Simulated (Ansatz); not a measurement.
# A series in volume scale on LaGa2

Free energy against uniform scaling of the volume at fixed shape and fractions; periodic cell, basis, potentials, k mesh and filling as listed. The results are calculated, by Ansatz 0.2.0.

The cell before it is scaled or strained (space group P6/mmm, No. 191):
```
cell vectors (Å)
   4.3200     0.0000     0.0000
  -2.1600     3.7412     0.0000
   0.0000     0.0000     4.4160
atoms (fractions of the cell vectors)
La  0.00000  0.00000  0.00000
Ga  0.33333  0.66667  0.50000
Ga  0.66667  0.33333  0.50000
```

Settings of every row: functional LDA; dispersion none; potentials PAW; wave cutoff 530 eV; density cutoff 2120 eV; k mesh 8x8x7; k shift 0x0x0; occupations fermi dirac; smearing width 0.3 eV; spin none.

Limits: coarse k mesh, up to 40 meV an atom off; wide smearing.

```csv
row,volume scale,V (Å³/atom),pressure (GPa),energy above lowest point (meV/atom)
1,0.88,20.936,6.13,24.5
2,0.92,21.887,1.91,1.1
3,0.96,22.839,-1.42,0
4,1,23.79,-4.04,16.5
5,1.04,24.742,?,?
6,1.08,25.694,-7.64,87.8
7,1.12,26.645,-8.82,136.9
```

Question: what pressure and energy above lowest point should row 5 give?

Worked fit of pressure. Take u = (V_r/V)^(2/3) − 1 with V_r = 23.314 Å³ an atom, which is twice the finite (Eulerian) strain; such expansions in the strain, on which the Birch-Murnaghan equation of state is built, carry the rest volume and the bulk modulus. The shown rows have u = 0.07436, 0.04301, 0.01382, -0.01338, -0.06275, -0.08518. Least squares give pressure = −2.809 + 95.96 × u + 313.1 × u² + 175 × u³ GPa; a parabola predicts inner rows, each left out in turn, worse (root mean square 0.026 against 0.0041 GPa). All shown rows lie on it to the printed digit. The pressure vanishes at u = 0.0269, or V = 22.4 Å³ an atom, and there the bulk modulus at fixed shape and fractions is B = −V dP/dV = (2/3)(1 + u) dP/du = 77.5 GPa. Letting shape and atoms relax would as a rule lower it, by much in layered, chain or molecular crystals. The withheld row has u = -0.03886, so the fit gives −2.809 + 95.96 × (-0.03886) + 313.1 × (-0.03886)² + 175 × (-0.03886)³ = -6.08 GPa.

The calculation gave -6.08 GPa. The fit meets it to the printed digit.

Worked fit of energy above lowest point. Take u = (V_r/V)^(2/3) − 1 with V_r = 23.314 Å³ an atom, which is twice the finite (Eulerian) strain; such expansions in the strain, on which the Birch-Murnaghan equation of state is built, carry the rest volume and the bulk modulus. The shown rows have u = 0.07436, 0.04301, 0.01382, -0.01338, -0.06275, -0.08518. Least squares give energy above lowest point = 6.35 − 613 × u + 11190 × u² + 4570 × u³ meV/atom; a parabola predicts inner rows, each left out in turn, worse (root mean square 0.69 against 0.11 meV/atom). The rows lie off it by 0.0, 0.1, 0.0, 0.0, 0.1, 0.0. Its lowest point lies at u = 0.0269, or V = 22.4 Å³ an atom, and the curvature there gives the bulk modulus at fixed shape and fractions, B = (4/9)(1 + u)² E″(u)/V = 77.5 GPa. Letting shape and atoms relax would as a rule lower it, by much in layered, chain or molecular crystals. The withheld row has u = -0.03886, so the fit gives 6.35 − 613 × (-0.03886) + 11190 × (-0.03886)² + 4570 × (-0.03886)³ = 46.8 meV/atom.

The calculation gave 46.9 meV/atom. The fit lies 0.1 meV/atom (0.073 % of the column's range) below it, one unit of the last digit.
